The Drude-Smith conductivity and its signatures, with numbers for silicon nanocrystal films

Terahertz spectra of Si nanocrystals in oxide often do the opposite of what Drude predicts: the real part of the conductivity rises with frequency and the imaginary part is negative. The simplest formula with that behaviour is due to N. V. Smith (2001). I will derive it, extract its signatures, and then say what it leaves out.

Conventions first. Fields vary as exp(−iωt), so a Drude gas has Im σ > 0. Carriers have density N, charge −e and a scalar effective mass m. I write σ0 = Ne²τ/m = ε0ωp²τ, with ωp² = Ne²/(ε0m) unscreened, and x = ωτ, s = t/τ.

Premises

P1. Linear response: the current is the sum of the responses to each impulse of the field, j(t) = ∫ Φ(t − t′)E(t′)dt′ with Φ = 0 for negative argument. Inserting E ∝ exp(−iωt) gives σ(ω) = ∫₀^∞ Φ(t) exp(iωt) dt.
P2. Carriers are classical and independent, move freely between instantaneous collisions, and feel the applied field with no local-field correction.
P3. Collisions occur at a constant rate 1/τ, whatever the velocity or history.
P4. Carriers that have had exactly n collisions since the impulse keep on average a fraction cₙ of the velocity it gave them, whenever those collisions happened; c₀ = 1.
P5. Truncation: c₁ = c, and cₙ = 0 for n ≥ 2.

Step 1: the kick. A field E = Aδ(t) changes every velocity by −eA/m. Equilibrium velocities average to zero, so j(0⁺) = Ne²A/m and Φ(0⁺) = Ne²/m = σ0/τ.

Step 2: counting collisions. Let pₙ be the probability of exactly n collisions by time t. By P3, carriers leave class n and enter class n + 1 at rate 1/τ: dp₀/ds = −p₀ and dpₙ/ds = pₙ₋₁ − pₙ, with p₀(0) = 1 and pₙ(0) = 0 otherwise. Put pₙ = qₙ exp(−s). Then q₀ = 1 and dqₙ/ds = qₙ₋₁, so qₙ = sⁿ/n!, the Poisson law.

Step 3: the response function. By P4, class n contributes pₙcₙ:

Φ(t) = (σ0/τ) exp(−s) Σₙ cₙ sⁿ/n!.  (1)

Step 4: the transform. Integrating by parts n times gives ∫₀^∞ sⁿ exp(−as) ds = n!/aⁿ⁺¹ for Re a > 0. Here a = 1 − ix and dt = τ ds, so

σ(ω) = σ0 Σₙ cₙ/(1 − ix)ⁿ⁺¹.  (2)

Step 5: truncation. With P5, Φ = (σ0/τ)(1 + cs) exp(−s) and

σ(ω) = [σ0/(1 − iωτ)] [1 + c/(1 − iωτ)].  (3)

For c < 0 the current after a kick reverses at t = τ/|c|. That backflow is the whole physical content. The only singularity is a double pole at ω = −i/τ, in the lower half-plane, so (3) is causal and obeys the Kramers-Kronig relations.

Step 6: real and imaginary parts. Use 1/(1 − ix) = (1 + ix)/(1 + x²) and its square, (1 − x² + 2ix)/(1 + x²)². Over the common denominator,

Re σ/σ0 = [(1 + c) + (1 − c)x²]/(1 + x²)²,  (4)
Im σ/σ0 = x[(1 + 2c) + x²]/(1 + x²)².  (5)

A passive medium needs Re σ ≥ 0 at every frequency. The numerator of (4) is linear in x², so this holds exactly when 1 + c ≥ 0 and 1 − c ≥ 0, that is −1 ≤ c ≤ 1.

Signature one: at x = 0, σdc = σ0(1 + c), vanishing at c = −1.

Signature two: the displaced peak. With u = x², the derivative of (4) is [(1 − c)(1 + u) − 2(1 + c) − 2(1 − c)u]/(1 + u)³ = [−(1 + 3c) − (1 − c)u]/(1 + u)³. For c < 1 the numerator falls linearly with u, so it changes sign at most once, from plus to minus, at

x*² = −(1 + 3c)/(1 − c),  (6)

which is positive only for c < −1/3. Otherwise Re σ is largest at dc. At the peak 1 + u = −4c/(1 − c) and the numerator of (4) is −2c, so Re σ = σ0(1 − c)²/(8|c|). This is σ0/2 at x* = 1 for c = −1.

Signature three: the capacitive sign. By (5), Im σ < 0 for 0 < x² < x₀² = −(1 + 2c), which requires c < −1/2. Subtracting, x*² − x₀² = −2c(1 + c)/(1 − c) ≥ 0 for such c: the zero crossing lies below the peak and meets it at c = −1. With ε = ε_b + iσ/(ε0ω), the carriers add Δε = −Im σ/(ε0ω) → −(1 + 2c)ωp²τ² to Re ε at low frequency, positive as for bound charge.

Signature four: the f-sum rule. Since (1 − x²)/(1 + x²)² is the derivative of x/(1 + x²),

∫₀^ω Re σ dω′ = (σ0/τ)[arctan x + cx/(1 + x²)] → πNe²/(2m) as ω → ∞.  (7)

The c term vanishes at both ends, so it only moves weight, upward in frequency when c < 0.

Question: Is the sum rule an accident of the truncation?

No. For n ≥ 1 the antiderivative of (1 − ix)^−(n+1) is (1 − ix)^−n/(in). It vanishes at infinity and is purely imaginary at zero, so each such term of (2) carries zero net real weight. The reason is Step 1: the total weight is (π/2)Φ(0⁺), the current before any collision.

Question: If each collision keeps a fraction c, should the second not leave c²?

For independent collisions, yes, and the result is instructive. Put cₙ = cⁿ in (1): the sum is exp(cs), Φ ∝ exp[−(1 − c)s], and σ = σ0/(1 − c − ix). That is Drude with the transport time τ/(1 − c), the familiar 1 − ⟨cos θ⟩ factor. Even c = −1 merely halves σdc. There is no peak and no negative Im σ. The two models share the initial slope of Φ, hence the tail Re σ → σ0(1 − c)/x², and differ at low frequency.

Question: Could a cleverer scattering kernel in the Boltzmann equation give c₂ = 0?

Not in a homogeneous medium with P3 and detailed balance. Let K be the operator that averages a function of velocity over one collision, and let ⟨ ⟩ be the average over the Maxwell distribution f₀. A kick perturbs f₀ by a term ∝ vₓf₀, so cₙ = ⟨vₓKⁿvₓ⟩/⟨vₓ²⟩. Detailed balance, f₀(v)W(v→v′) = f₀(v′)W(v′→v), which holds with time-reversal and inversion symmetry, makes K self-adjoint in this product. Then c₂ = ⟨(Kvₓ)²⟩/⟨vₓ²⟩ ≥ c₁² by the Cauchy-Schwarz inequality, which contradicts P5 unless c = 0. More strongly, expand vₓ in eigenfunctions of K, with real eigenvalues λₖ in [−1, 1) when the current relaxes and weights wₖ ≥ 0 summing to one. Then cₙ = Σₖ wₖλₖⁿ and (2) sums to σ = σ0 Σₖ wₖ/(1 − λₖ − ix), a positive mixture of Drude terms: Re σ falls monotonically and Im σ > 0. The signatures therefore need memory beyond the velocity, and in a nanocrystal that memory is position. A carrier kicked toward a wall meets that wall sooner than the opposite one. If it is fully confined, its mean displacement returns to zero, so ∫Φ dt = σdc = 0 and Σcₙ = 0. P5 is the shortest way of imposing such a backflow, not a consequence of kinetic theory.

Question: Then what does c = −1 describe?

At c = −1, (3) is σ0(−ix)/(1 − ix)² = ε0ωp²(−iω)/(ω₀² − ω² − iγω) with ω₀ = 1/τ and γ = 2/τ: a critically damped Lorentz oscillator. For general c ≤ 0 there is the identity

σ/σ0 = (1 + c)/(1 − ix) + |c|(−ix)/(1 − ix)².  (8)

The spectrum is thus identical to that of a fraction 1 + c of free Drude carriers and a fraction |c| of bound ones. A good fit cannot choose between the two readings.

The numbers

I take a film of touching Si crystals in SiO₂ at 300 K with one carrier type. Assumed inputs: N = 1 × 10¹⁸ cm⁻³, τ = 20 fs, c = −0.9, crystal diameter 5 nm, and the typical conductivity mass of bulk Si electrons, m = 0.26 mₑ. I chose τ and c to reproduce the typical behaviour of such films in this band, so what follows is the model's, not the material's.

Then eτ/m = 135 cm²/(V s), σ0 = 21.7 S/cm, ωp/2π = 17.6 THz and 1/(2πτ) = 8.0 THz. The dc limit is σdc = 2.17 S/cm, a mobility of 13.5 cm²/(V s). From (4) and (5):

f (THz) | x | Re σ (S/cm) | Im σ (S/cm)
0.3 | 0.038 | 2.22 | −0.65
1 | 0.126 | 2.73 | −2.07
2 | 0.251 | 4.22 | −3.55
3 | 0.377 | 6.15 | −4.12

With c = 0 the real part would fall from 21.6 to 19.0 S/cm over the same band. With cₙ = cⁿ it would be a Drude curve with time 10.5 fs and dc value 11.4 S/cm. The current reverses 22 fs after a kick. The carriers add Δε = 0.8 × 4.90 = 3.9 at low frequency.

The peak is at x* = 0.946, or 7.5 THz, with height 0.501 σ0 = 10.9 S/cm, and Im σ crosses zero at x₀ = 0.894, or 7.1 THz. Both lie outside the window. To bring the peak below 3 THz at this c would need τ above 50 fs. By (7), only 4.0 per cent of the spectral weight lies below 3 THz, against 23 per cent for c = 0.

Question: Can three parameters be fixed from so little of the curve?

Formally yes. Expanding (4) and (5), Re σ ≈ A₀ + A₂ω² and Im σ ≈ A₁ω, with A₀ = σ0(1 + c), A₁ = σ0τ(1 + 2c), A₂ = −σ0τ²(1 + 3c). The ratio A₁²/(A₀A₂) = −(1 + 2c)²/[(1 + c)(1 + 3c)] depends on c alone. Its derivative has the sign of −2c(1 + 2c), so it is monotonic on −1 < c < −1/2; here it equals 3.76. It gives c, then A₁/A₀ gives τ, then A₀ gives σ0. But all of this leans on P5. From (2), σdc = σ0Σcₙ and the slope of Im σ/σ0 in x is Σ(n + 1)cₙ. Here 1 + c = 0.1, so a neglected c₂ of only +0.1 doubles σdc, while independent collisions would have c₂ = 0.81. The fitted N/m is an extrapolation from those few per cent of the weight.

Question: What about depolarisation fields?

They compete directly. For an isolated sphere of permittivity ε in a matrix εₘ, the inner field is 3εₘE/(ε + 2εₘ). Insert plain Drude carriers, ε = ε_Si − ωp²/(ω² + iω/τ), and multiply by σ0/(1 − ix). The current inside is

j/E = [3εₘ/(ε_Si + 2εₘ)] ε0ωp²(−iω)/(ω_r² − ω² − iω/τ), ω_r² = ωp²/(ε_Si + 2εₘ),  (9)

an oscillator with no persistence of velocity at all. Use ε_Si = 11.7, the static bulk value compiled by the Ioffe Institute, a typical εₘ = 3.8 for silica, and read N as the density inside the silicon. The denominator is 19.3, ω_r/2π = 4.0 THz and ω_rτ = 0.50. At ω_rτ = 1/2, (9) is critically damped and has exactly the shape of (3) with c = −1 and time 2τ. So the term neglected in P2 can be as large as the effect itself. The test is the carrier density: ω_r scales as √N, whereas the shape of (3) does not depend on N if τ and c do not. The continuum estimate applies to clusters that hold many carriers; one crystal of 5 nm holds 0.065 on average.

Range of validity

First, the field must be weak enough for P1, with no carrier heating or field-assisted escape over barriers.

Second, (7) is the intraband sum rule with the band mass. It requires a parabolic band and frequencies far below the gap. A 3 THz photon carries 12.4 meV, while the bulk gap of 1.12 eV (compiled value, Wing 2021) corresponds to 271 THz, so this is safe.

Third, P2 needs free flights longer than the carrier wavelength. For a nondegenerate gas the speed √(3k_BT/m) is 2.3 × 10⁷ cm/s, giving a flight of 4.6 nm in time τ, close to the assumed diameter. The thermal wavelength h/√(2πmk_BT) is 8.4 nm, longer than both. The classical picture is marginal here, and τ and c are descriptors of the spectrum, not a collision time and a mean cosine.

Fourth, a single time τ sets both the momentum decay and the backflow. A real film has separate scales, the scattering time and the time to cross a crystal, and a spread of sizes, so (3) can be trusted only over the band where it was fitted.

Fifth, local fields must be small or be treated separately by an effective-medium step.

Sixth, σ0(1 + c) extrapolates from 0.3 THz and reflects motion over a few crystals. As typical knowledge, the mobility between contacts on such films is lower than this extrapolation, often by orders of magnitude, because rare high barriers limit long paths. The model's 13.5 cm²/(V s) is a short-range figure that overestimates device transport.